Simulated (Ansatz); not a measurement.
The calculation used DFT PBE, scalar-relativistic, plane waves, PAW (Ansatz). Settings: cutoff 420 eV, Γ-centred meshes spaced at most about 0.3 Å⁻¹, and about 0.25 Å⁻¹ or finer for metals (2π included), Gaussian smearing. No spin polarisation in the final relaxations.

These are static total energies at zero pressure.

Two forms of TiW2 were relaxed alike.

A. Space group P6_3/mmc (No. 194), hexagonal, a = 2.793 Å, c = 14.731 Å. Around Ti lie 6 Ti at 2.79 Å and 6 W at 2.93 Å; around W lie 9 W at 2.79–2.94 Å and 3 Ti at 2.93 Å.

B. Space group P-3m1 (No. 164), trigonal, a = 2.996 Å, c = 6.411 Å. Ti is surrounded by 6 W at 2.79 Å and 6 Ti at 3.00 Å; W has 3 W at 2.68 Å, 3 Ti at 2.79 Å and 6 W at 3.00 Å.

Task: Which is lower in energy, and by how much?

Result: B is lower, by 72 meV/atom. A has Ti and W ordered on hcp sites, space group P6_3/mmc (No. 194), 16.6 Å³/atom and no gap on its mesh; B has Ti and W ordered on fcc sites, space group P-3m1 (No. 164), 16.6 Å³/atom and no gap. Even the lower one lies +0.31 eV/atom against the reference forms of the elements (uncorrected), so neither is stable at this level. Both come from invented guesses. A third cell relaxed alike, in I4/mmm, lies 0.36 eV/atom below the lower of the two.

Spin–orbit coupling, which can matter for W, is left out. A magnetic state wasn't ruled out in cells without spin, among them P6_3/mmc. Cells relaxed within their symmetry can be saddle points.

The trigonal form is favoured by 72 meV/atom, though both layered arrangements are poor candidates for TiW2. Since the volume per atom is the same, overall density doesn't explain the preference. The distances suggest a local cause: in the hexagonal form the larger Ti atoms are pressed to 2.79 Å from one another while Ti–W contacts stretch to 2.93 Å, whereas the trigonal form relaxes Ti–Ti to 3.00 Å and shortens the Ti–W and interlayer W–W contacts, which probably strengthens d–d bonding between the layers, although the in-plane W–W contacts lengthen to 3.00 Å.

The larger energy scale is the 0.36 eV/atom gained by the I4/mmm cell. If that cell is an ordered bcc derivative, as its symmetry allows, the gain fits the well-known preference of a nearly half-filled d band for bcc over close-packed lattices. It also places that cell slightly below the elements, so the positive formation energy of the two forms reflects their structures and not an inherent aversion of Ti to W. Whether such order would survive against the disordered bcc solution known for Ti–W alloys remains open.
